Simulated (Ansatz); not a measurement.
## Loss of H2: how K changes with temperature for C2H8OSi ⇌ C2H6OSi + H2

Species: C2H8OSi `CC[SiH2]O`, singlet; C2H6OSi `C=C[SiH2]O`, singlet; H2 (hydrogen), singlet. This is a balance of energies; it says nothing on the path, which may need atoms to shift.

The electronic reaction energy at CCSD(T)/CBS estimate is +155.8 kJ/mol. Shapes: PBE0-D4/def2-TZVP. Flexible molecules stand in one conformer, not always the lowest. Programs: Ansatz 0.2.0. Enthalpy and entropy come from rigid-rotor, harmonic-oscillator sums on unscaled PBE0-D4/def2-TZVP wavenumbers, ideal gases at 1 bar; R ln 2 is added for the mirror twin of the chiral shape of C2H8OSi, C2H6OSi. Symmetry numbers: C2H8OSi 1, C2H6OSi 1, H2 2. R = 8.3145 J/(mol K).

| T (K) | ΔH (kJ/mol) | ΔS (J/(mol K)) |
| --- | --- | --- |
| 600 | +133.6 | +126.6 |
| 800 | ? | ? |
| 1000 | +134.8 | +128.4 |

Problem. Work out ln K at 600 and 1000 K, and from these estimate it at 800 K.

Solution. 
1. 600 K: ΔG = +133.6 − 600 × (+126.6)/1000 = +57.6 kJ/mol; ln K = −ΔG/RT = -11.55.
2. 1000 K: ΔG = +134.8 − 1000 × (+128.4)/1000 = +6.4 kJ/mol; ln K = −ΔG/RT = -0.77.
3. Slope against 1000/T: (-0.77 − (-11.55))/(1.0000 − 1.6667) = -16.17, that is −ΔH/R with ΔH near +134 kJ/mol.
4. 800 K: ln K = -11.55 + (-16.17) × (1.2500 − 1.6667) = -4.81.

The full sums give ΔH = +134.7 kJ/mol, ΔS = +128.3 J/(mol K), ΔG = +32.1 kJ/mol and ln K = -4.83 at 800 K, so the line is off by +0.02 in ln K; without rounding the miss is +0.01, from the change of ΔH with temperature. The products are favoured at 1 bar above about 1040 K, give or take 80 K for 10 kJ/mol in the energy. The number of molecules rises, which sets the sign of ΔS, and lower pressure favours the products. An error of 10 kJ/mol in the energy moves ln K by 1.5 at 800 K. Soft modes are treated as harmonic, which can err either way at these temperatures; the lowest are those of C2H8OSi (87 cm⁻¹), C2H6OSi (110 cm⁻¹). Other conformers aren't counted. The CBS estimate extrapolates MP2 from def2-TZVPP and def2-QZVPP and adds CCSD(T) − MP2 in the triple-zeta set, cores frozen; for H2 it overshoots the exact energy by about 1 mEh.

Dehydrogenation of the ethyl group remains uphill at all three temperatures, although ln K climbs from -11.55 at 600 K to -0.77 at 1000 K. The cost is that of making an alkene from an alkane: two strong C–H σ bonds are given up, and the H–H bond and a comparatively weak C–C π bond don't repay them. The Si–H, Si–O and O–H bonds are kept, so silicon acts mainly as a substituent. The enthalpy lies well below the electronic energy of +155.8 kJ/mol, chiefly because C–H stretching and bending modes are lost and zero-point energy falls.

Heating helps through the entropy term, which comes largely from the translational freedom of the released H2. ΔH itself barely moves, as the heat capacities of the two sides nearly cancel, and this is why the two-point line works so well. The numbers don't establish vinylsilanol as the main product of heating, since competing routes such as condensation to siloxane and water are outside this balance.
